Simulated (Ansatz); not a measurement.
# Work function and dipole per adsorbate against coverage for Cl on Rh(111), PBE slabs

It is to be decided whether a work-function reading can serve as a gauge of the chlorine left on a rhodium surface. The case is a practical one, since rhodium catalysts are often made from chloride salts and residual chlorine blocks sites. A usable gauge needs a shift that is well above the error and that keeps moving one way as chlorine is added.

The problem is to find, from PBE slab calculations with Cl started in the fcc hollows, how the work function of Rh(111) and the dipole per Cl atom change between a dilute layer and a full one. The shift ΔΦ is measured against the clean face, at 5.17 eV, and is negative when chlorine lowers the work function. A positive dipole has its positive end outwards.

## Method

Ansatz 0.2.0, plane-wave Kohn-Sham DFT with its default PAW datasets at a cutoff of 420 eV, PBE. Slabs of 4 layers at the tabulated measured lattice constant with the lower two layers held; adsorbates on the upper face in cells of 1 to 9 surface atoms, started on the site named and relaxed with the upper layers until forces are under 0.02 eV/Å. k-spacing 0.23 Å⁻¹ (2π included), Fermi-Dirac smearing of 0.1 eV, 18 Å of vacuum, dipole correction. Spin-paired, no spin-orbit coupling.

Notes on method and selection:

- One starting site was run; real layers may sit elsewhere, sink into the surface or rebuild it.
- Changes under about 0.15 eV are within the error of slabs this thin.
- Runs in which an atom moved over 1.3 Å, mostly full layers of large atoms, are not listed; the work function can turn there.
- Neighbouring dipoles tend to depolarise each other as the coverage rises, unless heights or bonding change.
- Runs in which the search for lower states was switched off are not listed.
- Work functions and vacuum levels are read from the electrostatic potential (Hartree and local ionic parts), which a warning of a rough exchange-correlation potential in thin density does not concern.
- Error sizes named in these notes are rules of thumb and were not measured on these runs.
- The default PAW datasets of this version of Ansatz are the set soft_2.
- Runs that did not converge, have known faults or may not be shown are not listed, and runs on Ansatz's PAW sets soft_1 and soft_2 are kept to separate tables.

Columns:

- density (nm⁻²): adsorbates per area.
- height (Å): height of the adsorbed atom (the lowest atom of a molecule) over the highest substrate atom.
- coverage (ML): adsorbates per surface atom.
- ΔΦ (eV): work function of the covered face less that of the clean face.
- dipole (D): dipole per adsorbate from ΔΦ by the Helmholtz relation, positive end outwards.
- Φ covered (eV): work function of the covered face.

## Table of results

```
member     density (nm⁻²)  height (Å)  coverage (ML)  ΔΦ (eV)  dipole (D)  Φ covered (eV)
clean      0.00            –           0.000          0.000    –           5.17
0.1111 ML  1.78            1.85        0.111          −0.085   0.1263      5.08
0.25 ML    4.00            1.87        0.250          ?        ?           ?
0.5 ML     8.00            1.92        0.500          −0.151   0.0500      5.02
1 ML       15.99           2.12        1.000          −0.058   0.0097      5.11
```

Cells marked ? are withheld until the estimate has been made.

## Interpretation

In the three covered layers with values shown, ΔΦ is negative and small: −0.085 eV at 0.111 ML, −0.151 eV at 0.5 ML and −0.058 eV at 1 ML. The dilute and full layers differ by only 0.085 − 0.058 = 0.027 eV, although the full one holds 15.99 / 1.78 = 9.0 times as much chlorine per area. Such a reading would not serve as a gauge. With a slab error of about 0.15 eV, even the sign of the shift is unsure.

The firm result is how small the dipole is. A full electron charge on Cl, 1.85 Å above the top Rh atom, would give roughly 4.8 × 1.85 = 8.9 D with the negative end outwards, and would raise the work function. Reckoned from the edge of the metal's electron cloud the arm is shorter, but the dipole would still be a few D. The table has 0.1263 D, of the opposite sign. The Helmholtz relation is ΔΦ = −k n μ, with n the density, μ the dipole and k = 0.151 / (8.00 × 0.0500) = 0.378 eV nm²/D. An error of 0.15 eV in the dilute layer is thus 0.15 / (0.378 × 1.78) = 0.22 D, still far below the ionic figure.

Theory explains this by a near cancellation. Charge drawn to chlorine raises the work function. The polarisation of the Cl electron cloud towards the metal, and the pushing back of electrons that spill out of the clean surface, lower it.

The tabulated dipole falls with coverage. From 0.5 to 1 ML the density doubles while the dipole drops by a factor of 0.0500 / 0.0097 = 5.2, so the shift shrinks. Mutual depolarisation has the right sign for this. So has the rise in height from 1.92 to 2.12 Å, which lengthens the arm of the negative charge on Cl. Both remain possibilities, because the changes in ΔΦ lie within the slab error.

## An estimate before looking

Plain estimates from the members shown:

- 0.25 ML, straight-line interpolation between 0.1111 ML and 0.5 ML: w = (4.00 − 1.78) / (8.00 − 1.78) = 0.357, so −0.085 + 0.357 × (−0.151 − (−0.085)) = −0.109 eV

The straight line in ΔΦ, which gives −0.109 eV at 0.25 ML, is likely to be too weak. The shift starts from zero at the clean face and reaches −0.085 eV by 1.78 nm⁻², then adds only 0.066 eV over the next 6.22 nm⁻². A chord across so bent a series cuts the bend off.

The route chosen interpolates the logarithm of the dipole against density, which lets the dipole fall steeply without changing sign. It can be tried on the half layer, from the dilute and full layers:

- weight: (8.00 − 1.78) / (15.99 − 1.78) = 0.438
- dipole: 0.1263 × (0.0097 / 0.1263)^0.438 = 0.041 D
- shift: −0.378 × 8.00 × 0.041 = −0.124 eV, against −0.151 eV in the table

The miss is 0.151 − 0.124 = 0.027 eV. A straight line in ΔΦ between the same two layers gives −0.085 + 0.438 × (−0.058 − (−0.085)) = −0.073 eV and misses by 0.078 eV.

For 0.25 ML, between the dilute and half layers, the weight is 0.357:

- dipole: 0.1263 × (0.0500 / 0.1263)^0.357 = 0.091 D
- shift: −0.378 × 4.00 × 0.091 = −0.14 eV

The height of 1.87 Å lies between those of the two neighbours, so nothing points to a different kind of bonding, and no further shift is applied. The error bar is the miss of the trial, rounded to 0.03 eV. Both neighbours carry a warning that their final electronic levels were not confirmed, which this one trial may not fully cover.

**Committed estimate, 0.25 ML: ΔΦ = −0.14 ± 0.03 eV.**

## Result

```
member   density (nm⁻²)  height (Å)  coverage (ML)  ΔΦ (eV)  dipole (D)  Φ covered (eV)
0.25 ML  4.00            1.87        0.250          −0.149   0.0990      5.02
```

```
member   estimate       ΔΦ (eV)  computed  estimate − computed  miss in error bars
0.25 ML  committed      −0.140   −0.149    +0.009               0.3
0.25 ML  interpolation  −0.109   −0.149    +0.040
```

The estimate of −0.14 ± 0.03 eV was inside its error bar: the computed shift is −0.149 eV, a miss of 0.009 eV. The straight line in ΔΦ missed by 0.040 eV, and on the weak side, as expected from the bend in the series.

The assumption that the dipole falls by a constant fraction per added density held only roughly. It gave 0.091 D, against 0.0990 D in the table. A straight line in the dipole would have come closer here, with 0.1263 − 0.357 × (0.1263 − 0.0500) = 0.0991 D, but for the half layer, taken between the dilute and full layers, it misses by about 0.08 eV. The success therefore supports a dipole that shrinks with coverage, not a particular law for it.

Between 0.111 and 0.25 ML the dipole drops by 0.0273 D while the height rises by only 0.02 Å. That would suit mutual depolarisation, but the drop is too small, set against the slab error, to confirm it.

## Departures from the trend

The full layer stands apart, more clearly in its structure than in its work function. Its Cl atoms sit at 2.12 Å, against 1.85 to 1.92 Å in the other layers. At 15.99 nm⁻² neighbouring Cl atoms are √(1.155 / 15.99) = 0.269 nm apart, well inside the usual contact distance of roughly 0.36 nm between non-bonded chlorine atoms. Each Cl has six such neighbours, against two in the half layer, where the atoms form rows. Crowding is the likeliest reason for the rise, and real chlorine layers on such faces saturate well below this coverage.

The dipole falls by a factor of 5.2 from the half to the full layer. For point dipoles of fixed polarisability in layers of one pattern, depolarisation grows as the density to the power 3/2, so doubling the density can lower the dipole by a factor of about 2^1.5 = 2.8 at most, and by less here, because the rows of the half layer already hold close neighbours. The greater height can supply the rest: with about 4.8 D per electron charge and Å, a negative charge of only 0.0403 / (4.8 × 0.20) = 0.04 electrons on Cl, raised by 0.20 Å, would account for the whole drop of 0.0403 D. In ΔΦ, however, the two layers differ by only 0.093 eV, which is within the slab error and may need no such cause.

## Closing remarks

In the four layers from 0.111 to 1 ML, chlorine changes the computed work function by at most 0.151 eV, which is about the slab error, and the tabulated shift shrinks again at the full layer. It meets neither demand set at the start, so by these calculations the reading is no gauge of coverage. Doubling the chlorine from 0.25 to 0.5 ML moves ΔΦ by 0.002 eV, or 2 mV on a Kelvin probe.

Within this set-up, an inner layer can be estimated by interpolating the logarithm of the dipole between its nearest neighbours. This misses by 0.009 eV at 0.25 ML and 0.013 eV at 0.5 ML, where the mean of the other covered layers misses by about 0.05 eV. For the half layer the rule gives −0.378 × 8.00 × 0.0990 × (0.0097 / 0.0990)^0.334 = −0.138 eV. Two tests are few, and the accuracy against a real surface is no better than the slab error.

On a working catalyst, two effects left out here would blur the reading further: steps tend to lower the work function, and co-adsorbed oxygen tends to raise it.

[Logs are printed without paths, hosts, clocks, repeated set-up lines and the standing remarks that a program may print on its own settings, such as how far it seeks lower states.]
